# A J-integral that drifts: a Cu/SiO₂ interface crack in a temperature gradient

A crack runs along the interface between a copper layer and a silica layer, and the temperature rises along the direction of growth. My first calculation of the driving force will be **wrong**: it gives 0.612 J/m², while the model's true value is 1.31 J/m².

## Conventions and the standard results

The crack lies on $y=0$, $x<0$, with its tip at the origin. Strains are small, the state is plane strain ($\varepsilon_{zz}=0$), and $\Gamma_c$ is a contour running counter-clockwise from the lower face to the upper face, with outward normal $n$ and traction $t_i=\sigma_{ij}n_j$. Rice's integral (1968) is

$$J=\int_{\Gamma_c}\Big(W\,dy-t_i\,\frac{\partial u_i}{\partial x}\,ds\Big),$$

where $W=\tfrac12 C_{ijkl}\varepsilon^e_{ij}\varepsilon^e_{kl}$ is the energy density of the elastic strain $\varepsilon^e=\varepsilon-\varepsilon^T$. The thermal strain is $\varepsilon^T_{ij}=\alpha\theta\,\delta_{ij}$, with $\theta$ the temperature counted from the stress-free state. On a contour shrunk onto the tip, $J$ is the energy release rate $G=-d\Pi/da$ for straight growth at fixed loads and fixed temperature field.

Two evaluations are standard. In a long strip of height $H$ between rigid grips, $\partial u_i/\partial x=0$ on the grips and on vertical legs far from the tip. If the material behind the tip is unloaded, only the leg ahead counts and $G=WH$. For a cohesive zone on $-c<x<0$, a contour hugging the faces has $dy=0$, so with opening $\delta(x)$ and traction $\sigma(\delta)$

$$J=-\int_{-c}^{0}\sigma\,\frac{\partial\delta}{\partial x}\,dx=\int_0^{\delta(-c)}\sigma(\delta)\,d\delta .$$

**Question:** Your solid has two materials. Has path independence not gone already?

**Answer:** No. Close one loop in each layer. The loops share the bonded interface, where $dy=0$, the traction $\sigma_{iy}$ is continuous, and $u_i$ is continuous, hence also $\partial u_i/\partial x$. The two interface contributions have opposite normals and cancel. Changes of material with $y$ are harmless. What $J$ needs is uniformity along $x$.

## The strip

Copper fills $0<y<h_1$ and silica $-h_2<y<0$, with $h_1=h_2=2$ µm and $H=4$ µm. Each layer is bonded to a rigid grip that does not expand, and the grips are held apart by $\Delta=5$ nm beyond the stress-free spacing. The copper is a crystal with cube axes along $x,y,z$. I use the measured room-temperature bulk values compiled by Blaschke, $C_{11}=168.3$, $C_{12}=121.2$, $C_{44}=75.7$ GPa, and the measured expansion coefficient $\alpha=16.5\times10^{-6}$/K at 293 K listed by Kaye and Laby Online. For silica I take typical values, $C_{11}\approx78$ GPa, $C_{12}\approx16$ GPa, $\alpha\approx0.5\times10^{-6}$/K. All are treated as independent of temperature. The temperature is

$$\theta(x)=\theta_0+gx,\qquad \theta_0=-60\ \text{K},\qquad g=40\ \text{K/mm}.$$

A linear profile solves steady conduction in both layers, and its heat flux is parallel to the faces, so the crack does not disturb it.

Far from the tip each layer has $\varepsilon_{xx}=\varepsilon_{zz}=0$ and $\varepsilon_{yy}=e$. Define $\beta=1+2C_{12}/C_{11}$ and the biaxial modulus $M=(C_{11}-C_{12})(C_{11}+2C_{12})/C_{11}$. Hooke's law gives, with $\sigma=\sigma_{yy}$,

$$e=\frac{\sigma}{C_{11}}+\beta\alpha\theta,\qquad \sigma_{kk}=\beta\sigma-2M\alpha\theta,\qquad W=\frac{\sigma^2}{2C_{11}}+M\alpha^2\theta^2 .$$

For copper $\beta=2.440$ and $M=114.9$ GPa; for silica $\beta=1.410$ and $M=87.4$ GPa. Behind the tip $\sigma=0$. Ahead of it $\sigma$ is the same in both layers and $h_1e_1+h_2e_2=\Delta$, so

$$\sigma=\frac{\delta(\theta)}{S},\qquad \delta(\theta)=\Delta-D\theta,$$

$$S=\sum_m\frac{h_m}{C_{11,m}}=37.52\ \text{nm/GPa},\quad D=\sum_m h_m\beta_m\alpha_m=0.08194\ \text{nm/K},$$

$$B=\sum_m h_mM_m\alpha_m^2=6.263\times10^{-5}\ \text{J m}^{-2}\text{K}^{-2}.$$

Here $\delta$ is the gap that the faces show once separated, and 1 GPa nm equals 1 J/m². The energy per unit interface area is $\delta^2/2S+B\theta^2$ ahead and $B\theta^2$ behind. The second term is the in-plane energy that each layer keeps, since it stays bonded to its grip. At uniform temperature it cancels between the legs, and $G=\delta^2/2S$ replaces $WH$.

For the resistance I assume an interface that is rigid up to 2 GPa and then softens linearly to zero traction at an opening of 1 nm. Its area is $\Gamma=1.0$ J/m², an illustrative value taken as independent of mode mix and temperature.

## The wrong attempt

The following argument is wrong at one line. Write $J=\int P_jn_j\,ds$ with $P_j=W\delta_{xj}-\sigma_{ij}u_{i,x}$, a row of Eshelby's tensor.

1. Chain rule: $\partial W/\partial x=\sigma_{ij}\,\varepsilon_{ij,x}$.
2. Equilibrium without body force: $(\sigma_{ij}u_{i,x})_{,j}=\sigma_{ij}\,\varepsilon_{ij,x}$.
3. Hence $P_{j,j}=0$, and any contour gives $G$.
4. Take a rectangle along the grips with vertical legs at $x=\pm L$, at temperatures $\theta_a=\theta_0+gL$ and $\theta_b=\theta_0-gL$:

$$J_L=\frac{\delta(\theta_a)^2}{2S}+B\,(\theta_a^2-\theta_b^2).$$

With $L=0.5$ mm, that is $125H$, we have $\theta_a=-40$ K, $\theta_b=-80$ K, $\delta(\theta_a)=8.278$ nm and $\sigma=221$ MPa. Then

$$J_L=0.913-0.301=0.612\ \text{J/m}^2\quad\text{(wrong as a value of } G).$$

This lies below $\Gamma$, and the wrong verdict is that the crack stays put.

**Question:** In a gradient the far field is not uniform. Is step 4 the culprit, through the dropped traction term on the legs?

**Answer:** It is not. In the copper ahead, $\sigma_{xx}=(C_{12}/C_{11})\sigma-M\alpha\theta$ changes by $-3.47$ MPa/K. Equilibrium balances this with a shear stress of order $3.47\,\text{MPa/K}\times gh_1=0.28$ MPa. Its contribution to a leg is of order $h_1\tau^2/C_{44}=2\times10^{-6}$ J/m², and the traction term $\sigma_{xy}u_{y,x}$ is likewise second order in $gH$. So 0.612 J/m² is the correct value of the line integral on this contour. It just is not $G$.

## The symptom

A path-independent integral cannot depend on $L$. This one does:

| $L$ (mm) | $J_L$ (J/m²) | area term $A_L$ (J/m²) | $(J_L-G)/G$ (%) |
|---|---|---|---|
| 0.05 | 1.237 | 0.07 | −6 |
| 0.25 | 0.952 | 0.36 | −27 |
| 0.5 | 0.612 | 0.70 | −53 |
| 1.0 | −0.014 | 1.32 | −101 |

The last two columns belong to the repair; look first at the second. The value falls steadily as the legs move out, and at 1 mm it is negative. The crack is open and the ligament is in tension, and for such a crack $G$ is a positive quadratic form in the stress intensity factors. A negative value cannot be $G$.

## The faulty line

Line 1 is false. $W$ depends on $x$ through the total strain, but also through the thermal strain and, in a graded solid, through the moduli:

$$\frac{\partial W}{\partial x}=\sigma_{ij}\,\varepsilon_{ij,x}-\sigma_{ij}\,\varepsilon^T_{ij,x}+\tfrac12\,C_{ijkl,x}\,\varepsilon^e_{ij}\varepsilon^e_{kl}.$$

Line 2 is right as it stands. With a body force $b_i$, where $\sigma_{ij,j}=-b_i$, it gains $-b_iu_{i,x}$ on the right. Subtracting,

$$P_{j,j}=-\sigma_{ij}\,\varepsilon^T_{ij,x}+b_iu_{i,x}+\tfrac12\,C_{ijkl,x}\,\varepsilon^e_{ij}\varepsilon^e_{kl}.$$

Apply the divergence theorem to the area $\mathcal A$ between $\Gamma_c$ and a small contour at the tip. The free faces and the interface contribute nothing, so $J_{\Gamma_c}-J_{\rm tip}=\int_{\mathcal A}P_{j,j}\,dA$ and

$$G=J_{\Gamma_c}+\int_{\mathcal A}\Big(\sigma_{ij}\,\varepsilon^T_{ij,x}-b_iu_{i,x}-\tfrac12\,C_{ijkl,x}\,\varepsilon^e_{ij}\varepsilon^e_{kl}\Big)\,dA .$$

It is this sum that is independent of the contour.

**Question:** The stresses are singular, and oscillate, at an interface tip. Does the area integral exist?

**Answer:** Yes. The oscillation is a bounded factor, so stresses and displacement gradients grow as $r^{-1/2}$ in magnitude. Over a disc of radius $r$ the thermal and body-force terms are bounded by a multiple of $r^{3/2}$ and the grading term by a multiple of $r$. All vanish as the contour shrinks, which is why $J_{\rm tip}=G$ survives.

## The mended calculation

Only the thermal term is present, with $\sigma_{ij}\varepsilon^T_{ij,x}=\sigma_{kk}\alpha g$. Because $L\gg H$, I use the far fields right up to the tip and bound the consequence afterwards. Integrating $\alpha\sigma_{kk}$ over the height gives $D\sigma-2B\theta$ ahead and $-2B\theta$ behind. With $g\,dx=d\theta$ and $D\,d\theta=-d\delta$,

$$A_L=\int_{\theta_0}^{\theta_a}\frac{D\,\delta}{S}\,d\theta-\int_{\theta_b}^{\theta_a}2B\theta\,d\theta=\frac{\delta(\theta_0)^2-\delta(\theta_a)^2}{2S}-B\,(\theta_a^2-\theta_b^2).$$

Adding $J_L$ removes every trace of $L$:

$$G=J_L+A_L=\frac{(\Delta-D\theta_0)^2}{2S}.$$

For $L=0.5$ mm the two parts of $A_L$ are 0.40 and 0.30 J/m², and $G=0.61+0.70=1.31$ J/m². Directly, $\delta(\theta_0)=9.916$ nm and the stress that the tip releases is 264 MPa.

An energy balance that never mentions $J$ confirms this. Put the tip at $x=a$ in a strip running from $-\ell$ to $\ell$. The grips do no work, so $\Pi$ is the stored energy,

$$\Pi(a)=\int_{-\ell}^{\ell}B\theta^2dx+\int_a^{\ell}\frac{\delta(\theta(x))^2}{2S}\,dx+\text{const},$$

and $-d\Pi/da=\delta(\theta(a))^2/2S$. The crack releases the energy of the slice it actually cuts, at that slice's temperature. The wrong attempt compared two slices that differ by 40 K and credited the difference to the crack.

**Question:** How good is the use of far fields near the tip?

**Answer:** The true stress departs from the far field within a distance of order $H$ of the tip. That amounts to an uncertainty of order $gH=0.16$ K in the temperature that the tip samples. The relative change of $G$ is then of order $2DgH/\delta(\theta_0)=0.3$ per cent, up to a factor of order one that needs the full tip field. This supports two decimals in $G$ and $A_L$. It is small beside the smallest deviation in the table.

**Question:** In plane strain, may I sum over $x$ and $y$ only?

**Answer:** No. The total strain $\varepsilon_{zz}$ vanishes, but $\varepsilon^T_{zz}$ does not, so $\sigma_{zz}$ belongs in $\sigma_{kk}$. It supplies half of the $B$ part and the share $C_{12}/C_{11}$ of each $\beta$.

**Question:** And the other two area terms?

**Answer:** For gravity, $b_i$ does not vary with $x$, so the integral over $x$ leaves $b_i$ times a displacement difference of order $\delta$, times the height. With an approximate copper density of 8900 kg/m³ and $g_0=9.8$ m/s², $\rho g_0\,\delta(\theta_0)H=3.5\times10^{-9}$ J/m², which is negligible. Grading is absent by assumption. If composition or temperature made the moduli vary along the crack by a fraction $f$ across the contour, the omitted term would be of order $f$ times the energy on the legs.

**Question:** Does the cohesive result need repair too?

**Answer:** The contour on the faces encloses no area, so $\int\sigma\,d\delta$ stands, with a matching shear term for mixed mode, provided the law itself does not vary over the zone. The repair enters when that value is equated to a far contour. The growth condition is $J_L+A_L=\Gamma$, and $J_L=\Gamma$ is wrong.

## Size of the error

For small $L$ the drift is linear,

$$\frac{dJ_L}{dL}\Big|_{0}=-g\,\big[D\sigma(\theta_0)-4B\theta_0\big]=-1.47\ \text{J/m}^2\ \text{per mm}.$$

The error therefore has no fixed size. It grows with the temperature difference that the contour spans. At $L=0.5$ mm the bare integral misses 0.70 of 1.31 J/m², or 53 per cent, on the unsafe side, and reverses the verdict: the model's $G$ exceeds the assumed $\Gamma$, so the crack grows. It then runs into warmer material and arrests where $\delta=\sqrt{2S\Gamma}=8.66$ nm, which is 15.3 K warmer and 0.38 mm ahead, if inertia is ignored. With the gradient reversed the same contour gives 2.08 J/m², too high by 59 per cent.

These numbers are the model's, resting on the assumed geometry, loading, rigid grips and silica constants. The copper is taken as elastic although its in-plane stress reaches 152 MPa at $\theta=-80$ K; yielding would lower the stresses and end the elastic argument. The assumed $\Gamma$ counts separation only. Micrometre-thick copper on oxide typically shows a toughness of several J/m², because the metal flows near the tip, so the model understates the resistance by a factor of a few and a real interface would probably hold at this load. The 53 per cent shortfall concerns the elastic driving force and does not depend on $\Gamma$.